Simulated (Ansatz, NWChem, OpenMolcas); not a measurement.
## Relative energies of Si2H5O isomers

2 of its isomers, all doublets with charge 0: A = `[SiH2]O[SiH3]`; B = `O[SiH2][SiH2]`.

Shapes, held fixed at every level: PBE0-D4/def2-TZVP. Flexible molecules stand in one conformer, not always the lowest. Programs: Ansatz 0.2.0, NWChem 7.3.0, OpenMolcas 26.06. A level may come from different programs for different species; with the same settings they agree closely.

A:

```xyz
8

Si   -1.2812    0.9330   -0.8659
O    -0.3523   -0.2792   -0.2769
Si    0.7650   -0.7230    0.8359
H    -1.9028    0.4581   -2.1336
H    -0.4406    2.1420   -1.1187
H     1.2919   -2.0546    0.4531
H     0.1381   -0.7993    2.1804
H     1.8741    0.2660    0.8698
```

B:

```xyz
8

O    -1.1635   -0.0907   -1.5522
Si    0.1588    0.4129   -0.7004
Si    0.5375   -0.9174    1.1831
H    -2.0169   -0.0439   -1.1199
H     1.3132    0.2881   -1.6227
H     0.0146    1.8456   -0.3033
H     1.8224   -0.6331    1.8820
H    -0.5740   -0.9186    2.1776
```

Electronic energies in kJ/mol, without zero-point or thermal terms.

(1) From chemical knowledge, estimate the order of stability.

## Answers

(1) A < B in rising energy, over a span of 90 kJ/mol, by CCSD(T)/CBS estimate. All levels agree on that. The B − A difference spans +74.2 to +108.0 kJ/mol over the levels. Open shells run unrestricted. The CBS estimate extrapolates MP2 from def2-TZVPP and def2-QZVPP and adds CCSD(T) − MP2 in the triple-zeta set, cores frozen.

| level | kind | B − A |
| --- | --- | --- |
| HF/def2-SVP | Hartree–Fock | +108.0 |
| B3LYP/6-31G* (Cartesian functions) | global hybrid | +91.4 |
| PBE0-D4/def2-TZVPP | global hybrid | +74.2 |
| CCSD(T)/def2-SVP | coupled cluster or CI | +87.8 |
| CCSD/def2-SVP | coupled cluster or CI | +89.6 |
| CCSD(T)/def2-TZVPP | coupled cluster or CI | +90.1 |
| CCSD(T)/CBS estimate | coupled cluster or CI | +89.9 |

The siloxane-type radical A lies well below the hydroxydisilanyl radical B, by 89.9 kJ/mol at the CBS estimate. Both are silicon-centred radicals, so the preference comes mainly from the bonds around them. Going from A to B gives up one Si–O and one Si–H bond for an O–H and a Si–Si bond. The strong O–H bond repays only part of the cost, because a very strong, polar Si–O bond is lost and the new Si–Si bond is comparatively weak. Oxygen lone-pair donation to the adjacent radical centre probably adds a little to the stability of A.

In the def2-SVP basis, correlation lowers the gap from +108.0 to +89.6 kJ/mol with CCSD, while the triples change it only slightly. Hartree–Fock thus exaggerates the preference for A, whereas PBE0-D4 understates it against CCSD(T) in the same basis. The close B3LYP value may owe something to cancellation between functional and basis-set errors. The energy difference alone doesn't show how readily B would rearrange to A.
